# Frozen and response parts of a force constant in the two-centre bond model

**Statement.** Two electrons share an orthonormal cation and anion hybrid a distance $d$ apart, with energies $\pm V_3$ independent of $d$ and coupling $-V_2(d)$, $V_2>0$. Let $W=\sqrt{V_2^2+V_3^2}$, $\alpha_c=V_2/W$, $\alpha_p=V_3/W$, and let primes denote $d$-derivatives. The bond energy $E=-2W$ has curvature

$$E''=\underbrace{-2\alpha_cV_2''}_{\text{frozen}}\;\underbrace{-\,2\alpha_p^2\,\frac{V_2'^2}{W}}_{\text{response}} .$$

The response part is never positive and vanishes for a homopolar bond ($V_3=0$).

**General form.** For independent electrons in doubly occupied orbitals $\psi_i$, differentiating the Hellmann–Feynman derivative $E'=2\sum_i\langle\psi_i|H'|\psi_i\rangle$ gives

$$E''=2\sum_i\langle\psi_i|H''|\psi_i\rangle+4\,\mathrm{Re}\sum_i\langle\psi_i|H'|\psi_i'\rangle ,$$

where only the empty-space part of $\psi_i'$ contributes. It solves the Sternheimer equation $(H-\varepsilon_i)|\psi_i'\rangle=-P_eH'|\psi_i\rangle$, with $P_e$ the projector on empty states. Density functional perturbation theory has this structure, with the induced potential added to $H'$ in the Sternheimer equation.

**Proof.** In the basis (cation, anion), $H=V_3\sigma_z-V_2\sigma_x$ with Pauli matrices $\sigma$. The bonding state $|b\rangle=(u_c,u_a)$ lies at $-W$ and the antibonding state $|a\rangle=(u_a,-u_c)$ at $+W$, with $u_c^2=(1-\alpha_p)/2$, $u_a^2=(1+\alpha_p)/2$. Hence $\langle b|\sigma_x|b\rangle=2u_au_c=\alpha_c$ and $\langle a|\sigma_x|b\rangle=u_a^2-u_c^2=\alpha_p$. As $H''=-V_2''\sigma_x$, the frozen part is $-2\alpha_cV_2''$. As $H'=-V_2'\sigma_x$, the Sternheimer equation gives $|b'\rangle=(\alpha_pV_2'/2W)|a\rangle$, so $4\langle b|H'|b'\rangle=-2\alpha_p^2V_2'^2/W$. Direct differentiation confirms the sum: $W''=\alpha_cV_2''+V_2'^2(W^2-V_2^2)/W^3$. For $V_3=0$, $H'$ commutes with $H$ and inversion symmetry fixes $|b\rangle$. This vanishing concerns stretching of the two-level bond only; in silicon, couplings to other empty states leave a response.

**GaAs.** Typical inputs in Harrison's scheme are $d=2.45$ Å, $V_3=2.16$ eV and $V_2=3.22\,\hbar^2/md^2$ ($m$ the electron mass, $\hbar^2/m=7.62$ eV Å$^2$). Then $V_2=4.09$ eV, $W=4.62$ eV, $\alpha_c=0.884$, $\alpha_p=0.467$, $V_2'=-2V_2/d=-3.34$ eV/Å and $V_2''=6V_2/d^2=4.09$ eV/Å$^2$.

Both parts are negative, so stability needs a repulsion. Assume $V_0\propto d^{-n}$, its strength fitted so that $E'+V_0'=0$ at the input $d$. With $E'=4\alpha_cV_2/d$ this gives $V_0=4\alpha_cV_2/n$ and $V_0''=4(n+1)\alpha_cV_2/d^2$. For the assumed $n=4$ (sums formed before rounding):

| Part | Closed form | eV/Å$^2$ |
|---|---|---|
| frozen | $-12\alpha_cV_2/d^2$ | $-7.23$ |
| response | $-8\alpha_p^2\alpha_cV_2/d^2$ | $-1.05$ |
| $E''$ | sum of the two | $-8.28$ |
| $V_0''$ | $20\alpha_cV_2/d^2$ | $12.04$ |
| $k=E''+V_0''$ | $8\alpha_c^3V_2/d^2$ | $3.77$ |

The response is $2\alpha_p^2/3=0.146$ of the frozen part, yet it lowers $k$ from the frozen-orbital value $8\alpha_cV_2/d^2=4.82$ eV/Å$^2$ by the fraction $\alpha_p^2$, 22 per cent, because the frozen part and the repulsion largely cancel.

**Screening.** Writing $|b\rangle=(\sin\frac{\varphi}{2},\cos\frac{\varphi}{2})$ gives $E(d,\varphi)=-2(V_3\cos\varphi+V_2\sin\varphi)$, and at the minimum $E''=E_{dd}-E_{d\varphi}^2/E_{\varphi\varphi}$ (subscripts are partial derivatives) with $E_{d\varphi}=-2\alpha_pV_2'$, $E_{\varphi\varphi}=2W$. A charging energy $\frac{U}{2}(\cos\varphi-\alpha_p)^2$, with $\alpha_p$ held at its equilibrium value, stands in for the induced potential. It adds $U\alpha_c^2$ to $E_{\varphi\varphi}$ and leaves the frozen part unchanged. An assumed $U=5$ eV divides the response by $1+U\alpha_c^2/2W=1.42$, to $-0.74$ eV/Å$^2$.

**Comparison.** For four independent, tension-free tetrahedral bonds the squared direction cosines along any axis sum to $4/3$, so the zone-centre transverse optical mode obeys $\mu\omega^2=\frac43k$. Typical masses 69.72 u and 74.92 u give the reduced mass $\mu=36.1$ u. The unscreened model yields $\hbar\omega=24.1$ meV (27.3 meV with the orbital frozen), 28 per cent below the measured 271 cm$^{-1}$, or 33.6 meV (compiled value, Han 2011, temperature not stated). That frequency corresponds to $k=7.3$ eV/Å$^2$, about twice the model's. The shortfall exceeds the response term. Raising $n$ by one adds $4\alpha_cV_2/d^2=2.41$ eV/Å$^2$, and angular and Coulomb forces are absent, so the comparison does not test the response. The partition of $E''$ is exact within the model; the value of $k$ is the model's, not that of GaAs.